# Working notes: how far ASE pushes a mode-locked pulse, and what limits a 40 GHz diode

## 1. Conventions and dimensions

I write the field as $a(T,t)e^{-i\omega_0 t}$ with $|a|^2$ in watts, fast time $t$ and slow time $T$. Per round trip $T_R=1/f_{\rm rep}$,

$$T_R\,\partial_T a=\Big[g-l+\big(D_g-\tfrac{i}{2}D_2\big)\partial_t^2+(s+i\delta)|a|^2\Big]a+\text{noise}.$$

Here $g$ and $l$ are amplitude gain and loss, so the power gain is $e^{2g}$. $D_2$ is the round-trip group-delay dispersion (positive is normal). $D_g=g/\Omega_g^2$ is the curvature of a Lorentzian gain of angular half-width $\Omega_g$, $s$ describes a fast absorber and $\delta$ self-phase modulation. Each round trip adds complex white noise with $\langle n(t)n^*(t')\rangle=W\delta(t-t')$, $W=2g\theta h\nu$, where $\theta\ge1$ is the inversion factor. In symmetric ordering the gain adds $2g(\theta-\frac12)h\nu$ and the loss adds $2l\cdot\frac12h\nu$. With $l\simeq g$ the sum is again $W$. The pulse is $A\,\mathrm{sech}(t/\tau)$, with $E_p=2A^2\tau$ and FWHM $\tau_p=1.763\,\tau$. Spectra are two-sided.

Nothing in a passively locked laser fixes the origin of $t$, so the position diffuses: $\langle\Delta t^2\rangle=DT$ at long times. $D$ has the dimension of time, and I quote it in fs²/ns. Linear response makes it proportional to $W/E_p$. The master equation contains $T_R$ only through $T/T_R$, and $\tau$ sets the scale of fast time. Therefore

$$D=\frac{\tau^2}{T_R}\,\eta\,F(x,\mu),\qquad \eta=\frac{2g\theta h\nu}{E_p},\quad x=\frac{D_2}{2D_g},\quad \mu=\frac{D_g}{\tau^2}.$$

$\eta$ is the number of spontaneous photons per mode and round trip, divided by the photon number of the pulse. The task is to find $F$ and the frequency range in which each form of it holds.

## 2. The moment result

For an observable $O$ such as $t$ or the frequency offset $\Omega=i\partial_t$, one kick changes the mean by $E_p^{-1}\int n^*(O-\langle O\rangle)a\,dt+{\rm c.c.}$ Two such changes have covariance $2\eta$ times the symmetrised covariance of the observables in the pulse. For the sech, $\sigma_t^2=\pi^2\tau^2/12$ and $\sigma_\Omega^2=1/(3\tau^2)$, and the cross term vanishes without chirp. So

$$D_t=\frac{\pi^2}{6}\frac{\tau^2}{T_R}\frac{2g\theta h\nu}{E_p},\qquad D_p=\frac{2}{3\tau^2T_R}\,\eta ,$$

for the centroid $\Delta t$ and the centre-frequency offset $p$. In terms of the FWHM the prefactor of $D_t$ is $0.529\,\tau_p^2$.

The gain multiplies the power spectrum by $e^{-2D_g\Omega^2}$. A spectrum symmetric about $p$ then moves by $-2D_g(\langle\Omega^3\rangle-\langle\Omega\rangle\langle\Omega^2\rangle)=-4D_g\sigma_\Omega^2p$. Dispersion delays the pulse by $D_2p$. The Langevin pair is

$$\dot p=-\Gamma_p\,p+\xi_p,\qquad \dot{\Delta t}=\frac{D_2}{T_R}p+\xi_t,\qquad \Gamma_p=\frac{4D_g}{3\tau^2T_R},$$

and it gives the Haus–Mecozzi (1993) spectrum

$$S_t(f)=\frac{1}{(2\pi f)^2}\left[D_t+\frac{D_{GH}}{1+(2\pi f/\Gamma_p)^2}\right],\qquad D_{GH}=\frac{D_2^2D_p}{T_R^2\Gamma_p^2}=\frac32x^2\,\frac{\tau^2\eta}{T_R}.$$

At this level $F=\pi^2/6+\frac32x^2$. The group $\mu$ drops out of $F$ and only sets the corner, $\Gamma_pT_R=4\mu/3$. The ratio $D_{GH}/D_t=(3D_2/2\pi D_g)^2$ does not depend on pulse width. The stationary spread of the centre frequency, $\langle p^2\rangle=D_p/2\Gamma_p=\eta/4D_g$, does not depend on it either.

Harmonic $n$ of the photocurrent has phase $2\pi nf_{\rm rep}\Delta t$. For Gaussian diffusion its correlation is $\exp[-\frac12(2\pi nf_{\rm rep})^2D|T|]\equiv e^{-\pi\Delta\nu_n|T|}$, a Lorentzian of FWHM

$$\Delta\nu_n=2\pi n^2f_{\rm rep}^2D,\qquad \frac{\Delta\nu_n}{f_{\rm rep}}=2\pi n^2\Big(\frac{\tau}{T_R}\Big)^2\eta F .$$

The line samples times of order $1/\Delta\nu_n$, so $D$ here is the zero-frequency value, Gordon–Haus part included.

## 3. Dispersion: the crossover sits where the expansion is weakest

The two terms of $F$ are equal at $|x|=\pi/3=1.05$, or $|D_2|=2.09\,D_g$. The rigid-pulse equations treat the filter as a small perturbation of a soliton, which needs $|x|\gg1$. In that limit $\pi^2/6$ is a relative correction of order $1/x^2$, the same order as what was dropped. I therefore checked the constant.

An unchirped sech solves the master equation when $s+i\delta=2D_g(1-ix)/(A^2\tau^2)$ and $g-l=-\mu$. After removing a uniform phase rotation the whole right-hand side carries the factor $D_g(1-ix)$. With $a\to a+u+iv$,

$$T_R\dot u=-D_g(L_+u+xL_-v),\qquad T_R\dot v=D_g(xL_+u-L_-v),$$

where $\tau^2L_\pm=-\tau^2\partial_t^2+1-(4\pm2)\,\mathrm{sech}^2(t/\tau)$. Slow gain saturation, which has to stabilise the energy, acts only on even perturbations, and timing is odd. Both operators are self-adjoint, $L_+a'=0$, and $L_-$ has no bounded odd null function. The odd conserved functional is then $Q=\int a'(u-xv)\,dt$: the $v$ terms cancel in $\dot Q$ and the rest is $-(1+x^2)D_g\int a'L_+u\,dt=0$. A shift is $u=-\Delta t\,a'$, so once everything else has decayed $\Delta t=-Q/\int a'^2dt$, with $\int a'^2dt=E_p/3\tau^2$. Each noise quadrature has strength $W/2$, and

$$D=\frac32\,(1+x^2)\,\frac{\tau^2\eta}{T_R}\qquad(f\to0).$$

A frequency kick is $v=-pta$ and gives $\Delta t=\frac32xp\tau^2=D_2p/(T_R\Gamma_p)$, so the Gordon–Haus term is reproduced exactly. The constant is $3/2=1/(2\sigma_\Omega^2\tau^2)$ in place of $\pi^2/6=2\sigma_t^2/\tau^2=1.645$. The ratio is $4\sigma_t^2\sigma_\Omega^2=\pi^2/9=1.097$, above one because the sech is not a minimum-uncertainty pulse. The centroid counts noise in the wings. That noise decays at rates of order $\mu/T_R$ and hands only part of its moment to the pulse.

The regimes of $x$ are then as follows.

- $|x|\ll1$: $F=\frac32+\frac32x^2$ well below the corner and $\pi^2/6$ well above it. The difference of the constants, 0.145, exceeds the dispersive term for $|x|<0.31$.
- $|x|\gg1$: $F\simeq\frac32x^2$ with relative correction $1/x^2$. Written out, $D\simeq\frac32\tau^2\theta h\nu\,(D_2\Omega_g^2)^2/(2g\,E_pT_R)$.
- The crossover is at $|x|=1$. Since $x=D_2\Omega_g^2/2g$, the gain enters as $2g+(D_2\Omega_g^2)^2/2g$. At fixed $\tau$, $E_p$ and $\Omega_g$ this is smallest at $|x|=1$, and lower loss beyond that point raises the jitter because the filter weakens.

Chirp I can only treat with moments. Let $C$ be the covariance of $t$ and $\Omega$. The kicks become correlated through $2\eta C$, and the filter itself moves the centroid by $-4D_gCp$ per round trip. With $k=(D_2-4D_gC)/(4D_g\sigma_\Omega^2)$ the long-time displacement is driven by $\xi_t+k\xi_p$, and

$$\frac{DT_R}{\eta}=2(\sigma_t^2+2kC+k^2\sigma_\Omega^2)=2\Big(\sigma_t^2-\frac{C^2}{\sigma_\Omega^2}\Big)+\frac{D_2^2}{8D_g^2\sigma_\Omega^2}.$$

For a quadratic spectral phase $b\Omega^2/2$ the bracket is the transform-limited variance. So the linewidth follows the bandwidth, while above $\Gamma_p$ the stretched duration counts, $2\sigma_t^2=\frac{\pi^2}{6}\tau^2+2b^2\sigma_\Omega^2$, which doubles at $b=\pi\tau^2/2$. This keeps the rigid-pulse assumption, and I have no bound on its accuracy at large chirp.

## 4. Time and frequency regimes

Integrating the Langevin pair with stationary $p$,

$$\sigma^2(T)=D_tT+D_{GH}\Big[T-\frac{1-e^{-\Gamma_pT}}{\Gamma_p}\Big].$$

For $\Gamma_pT\ll1$ the second term is ballistic, $D_{GH}\Gamma_pT^2/2$. If $p$ starts at zero it is $D_{GH}\int_0^T(1-e^{-\Gamma_pT'})^2dT'\to D_{GH}\Gamma_p^2T^3/3$, the cubic law of Gordon and Haus (1986). For $\Gamma_pT\gg1$ it is diffusion less the constant $D_{GH}/\Gamma_p$.

**Harmonic number.** The correlation is $\exp[-\pi\Delta\nu_nT+m(1-e^{-\Gamma_pT})]$ with $m=(2\pi nf_{\rm rep})^2D_{GH}/2\Gamma_p$. Suppose $m\ll1$ and $\pi\Delta\nu_n\ll\Gamma_p$. To first order in $m$ a broad Lorentzian is subtracted, nearly constant over the line, with height $m\,\pi\Delta\nu_n/\Gamma_p$ relative to the peak. Solving for the half-maximum, the FWHM shrinks by that same fraction. For $m\gg1$ with $D_{GH}$ dominant the ballistic form governs, and the line is Gaussian with FWHM $\sqrt{8\ln2}\;nf_{\rm rep}\sqrt{D_{GH}\Gamma_p/2}$, linear in $n$. The change from $n^2$ to $n$ lies near $m=1$, at $n^*=\sqrt{2\Gamma_p/D_{GH}}/(2\pi f_{\rm rep})$.

**Small offsets.** The normalised RF line is $\mathcal L(f)=(\Delta\nu_n/2\pi)/(f^2+\Delta\nu_n^2/4)$. For $f\gg\Delta\nu_n/2$ it equals $(2\pi nf_{\rm rep})^2S_t$ with relative correction $-(\Delta\nu_n/2f)^2$. Below that offset the line flattens while $S_t$ keeps rising. A "jitter" integrated from the RF trace down to zero offset saturates at $1/(2\pi nf_{\rm rep})$ and says nothing about $D$. Outside the line, a band $f_1..f_2$ below the corner holds

$$\sigma_t^2[f_1,f_2]=\frac{D}{2\pi^2}\Big(\frac1{f_1}-\frac1{f_2}\Big),$$

which the lower limit dominates.

**Large offsets.** The position exists once per round trip. The discrete walk has $S_t=D_tT_R^2/[4\sin^2(\pi fT_R)]$, which is the continuum form times $1+(\pi fT_R)^2/3+\dots$ and reaches $\pi^2/4=2.47$ times it at $f_{\rm rep}/2$. Detecting $N_d$ photons per pulse adds the white centroid floor $\sigma_t^2T_R/N_d$. For a small detected fraction $r_d=N_dh\nu/E_p$ the two meet at $4\sin^2(\pi fT_R)=4g\theta\,r_d$, independent of $\tau$ and $E_p$.

## 5. Gain per pass and repetition rate

The master equation assumes a pulse energy that is uniform along the cavity, and a diode strains this. Each slice adds noise relative to the local energy, so $2g/E_p$ stands for $\oint g_P\,dz/E(z)$, with $g_P$ the power gain per length. If the gain is uniform and $\ln E$ rises linearly by $2y$ about the geometric mean $E_p$, the average of $E_p/E$ is $\sinh y/y$. This is $1+y^2/6$ at small $y$ and $e^y/2y$ at large $y$, and it passes 2 at $y=2.18$. With internal loss spread along the guide and equal end reflectances $R$, $y=\frac12\ln(1/R)$. With all loss lumped at one point, $y=g$.

At fixed average power $E_p\propto1/f_{\rm rep}$, so at fixed $\tau$ the linewidth goes as $f_{\rm rep}^4\,2g\,(1+x^2)$. The gain has an internal part $\propto1/f_{\rm rep}$ and a constant end part. Long cavities give $f_{\rm rep}^3$ with $x$ tending to a constant. Short cavities give $f_{\rm rep}^4$ with $x\propto1/f_{\rm rep}$. At fixed duty cycle $\tau f_{\rm rep}$ both exponents drop by two.

## 6. Numbers for a 40 GHz InP diode

At 1550 nm, $h\nu=0.800$ eV lies 0.55 eV below the compiled 300 K gap of InP, 1.35 eV (Wing 2021), so the InP claddings are transparent to one photon and the gain comes from quantum wells or dashes. The compiled $\varepsilon_\infty=9.6$ (Rakita 2019) gives an index of 3.10 far below the gap and a Fresnel reflectance of 0.26. The guided mode at 0.8 eV has a higher index, and I take $R=0.30$. All other inputs are assumed typical values, none adjusted to a linewidth: group index 3.6, internal loss 10 cm⁻¹, $\beta_2=3.0$ ps²/m, gain FWHM 5 THz, $\theta=2$, $\tau_p=1.5$ ps, 10 mW from the front facet. For the coated back facet together with the bleached absorber I also assume an effective 0.30. Intermediate values are carried unrounded except where I say so.

With $T_R=25$ ps the cavity is 1.04 mm long. The internal loss is 2.08 per round trip and the ends give 2.41. I round these to $2g=2.1+2.4=4.5$. The output pulse of 0.25 pJ means a geometric-mean energy $0.25\sqrt{0.3}/0.7=0.196$ pJ, rounded to $E_p=0.20$ pJ or $1.56\times10^6$ photons.

| group | value |
|---|---|
| $\tau$ | 0.851 ps |
| $\eta$ | $5.77\times10^{-6}$ |
| $D_2$ | $6.25\times10^{-3}$ ps² |
| $\Omega_g$ | 15.7 ps⁻¹ |
| $D_g$ | $9.12\times10^{-3}$ ps² |
| $x$ | 0.342 |
| $\mu$ | 0.0126 |
| $\tau^2\eta/T_R$ | 167 fs²/ns, or 1.68 kHz at $n=1$ |

The direct term is $D_t=275$ fs²/ns. That is 2.62 fs rms per round trip and 2.76 kHz of linewidth. The filter damps $p$ at $\Gamma_p=6.72\times10^8$ s⁻¹, a corner at 107 MHz and a memory of 60 round trips. The centre frequency wanders by 2.0 GHz rms. The Gordon–Haus coefficient is $\frac32x^2=0.176$, giving 29.4 fs²/ns or 0.30 kHz. The moment result totals 3.06 kHz. The corrected constant gives $D=280$ fs²/ns and 2.81 kHz. The shift of 0.145 in $F$ is almost as large as the Gordon–Haus term, so here it makes no sense to keep one and omit the other. Since $x\propto\Omega_g^2$, the crossover $x=1$ needs a gain FWHM of 8.5 THz.

With $D=280$ fs²/ns the pulse drifts by its own FWHM in 8.0 µs, and the RF phase by one radian in 57 µs. At 1 MHz offset $\mathcal L=-93.5$ dBc/Hz. The 4–80 MHz band holds 58 fs, or 4 % more with the moment total. The zero-offset saturation value is 3.98 ps. For the line shape $m=1.4\times10^{-6}$ at $n=1$, the narrowing is $2.0\times10^{-11}$, and $n^*=8.5\times10^2$. The optical spectrum is 0.21 THz wide, about 5 lines, so every detectable harmonic follows $n^2$ in this model. The discreteness correction is 0.2 % at 1 GHz. With $r_d=0.01$ the detection floor takes over at 2.7 GHz, and the crossing condition has no solution for $r_d>0.22$. Doubling $2\sigma_t^2$ by chirp takes $b=1.14$ ps².

The energy swing gives $y=0.602$ and a factor 1.06. Fully lumped loss would give $\sinh(2.25)/2.25=2.08$. At fixed power and pulse width, with $2g=2.4+2.1\,(40\ {\rm GHz}/f_{\rm rep})$, the two losses cross at 35 GHz. The local exponent of $f_{\rm rep}^4\,2g$ at 40 GHz is 3.53, and $x$ never exceeds 0.73. Without the swing factor:

| $f_{\rm rep}$ (GHz) | $2g$ | $x$ | $\Delta\nu_1$ (kHz) |
|---|---|---|---|
| 10 | 10.8 | 0.57 | 0.031 |
| 20 | 6.6 | 0.47 | 0.28 |
| 40 | 4.5 | 0.34 | 2.8 |
| 80 | 3.45 | 0.22 | 32 |

Read backwards, a Lorentzian 1 kHz line at 40 GHz means $D=99.5$ fs²/ns and 1.58 fs per round trip, whatever the mechanism. The model reaches it with 2.8 times the energy or with $\tau_p=0.89$ ps.

## 7. What slow carriers add

Gain and absorber in a diode saturate during the pulse, which breaks the $t\to-t$ symmetry. Let the net log power gain fall by $\Delta$ across the pulse, $h(t)=-\Delta\,U(t)$ with $U=|a|^2$ integrated up to $t$ and divided by $E_p$. With linewidth enhancement factor $\alpha_H$ the field changes by $(1-i\alpha_H)ha/2$. Projection on $Q$ gives a shift per round trip $-\kappa\tau$ with $\kappa=\frac14\Delta(1+\alpha_Hx)$. The pulse advances because its front sees more gain, and for normal dispersion also because the index rise shifts it to the red. Since $\Delta\propto E_p$, energy noise becomes timing noise. The relative energy kick has variance $2\eta$. At low frequency it is balanced by the stiffness $\epsilon=-d(\text{net log gain})/d\ln E_p$, which adds $2\kappa^2/\epsilon^2$ to $F$. This equals $\frac32(1+x^2)$ at $\epsilon=\kappa\sqrt{4/[3(1+x^2)]}$.

With assumed $\Delta=0.3$ and $\alpha_H=3$, $\kappa=0.15$ and the crossover is at $\epsilon=0.17$. A gain well above threshold has $\epsilon$ equal to a sizeable fraction of $2g$. For $\epsilon=2$ the addition is 0.7 %. So this channel is small unless absorber bleaching nearly cancels gain saturation.

The same numbers show a more serious limit. $\Delta$ is 24 times $\mu$, whereas the unchirped sech needs a fast-absorber depth of only $sA^2=2\mu=0.025$. The red shift per round trip is $\alpha_H\Delta/6\tau$, and balancing it against $\Gamma_pT_R$ alone would need $|p|\tau=8.9$. The pulse of such a diode is chirped and asymmetric, and the unchirped condition $\delta/s=-x$ is not met. The scalings with $\eta$ and $(\tau/T_R)^2$ survive, since they rest on linear response and dimensions. $F$ is then known only to a factor of order one.

The model's value, 2.81 kHz times 1.06, is 3.0 kHz, and it supports one figure: about 3 kHz. As typical knowledge and not as a measurement, good quantum-dash devices near 40 GHz show lines from a few to some tens of kHz, while quantum-well devices usually show tens to hundreds of kHz. The model lies at the low end of the first range and is low by one to two orders of magnitude for the second. Less favourable but ordinary inputs cover much of that gap within the same formula. A 3 ps transform-limited pulse, 0.05 pJ, $\theta=3$ and a lumped-loss factor of 2 multiply the linewidth by $4\times4\times1.5\times2=48$, which takes 2.81 kHz to 0.14 MHz. At fixed $2g$ and $x$ these four inputs enter only through the product $\tau_p^2\,\theta\,(\sinh y/y)/E_p$, with $\tau_p$ the transform-limited width. The product is 22.5 ps²/pJ for the 2.81 kHz case, so in this model a line of 1 kHz or less at 40 GHz needs it at or below 8.0 ps²/pJ. The factors trade off against each other. The model gives 0.94 kHz for an illustrative 0.5 ps, 0.20 pJ pulse with $\theta=3$ and a lumped-loss factor of 2. It gives 0.80 kHz for a 0.4 ps pulse of 0.05 pJ, only 0.39 million photons, with $\theta=2$ and no swing factor. A kilohertz line therefore constrains the product and none of the four factors separately.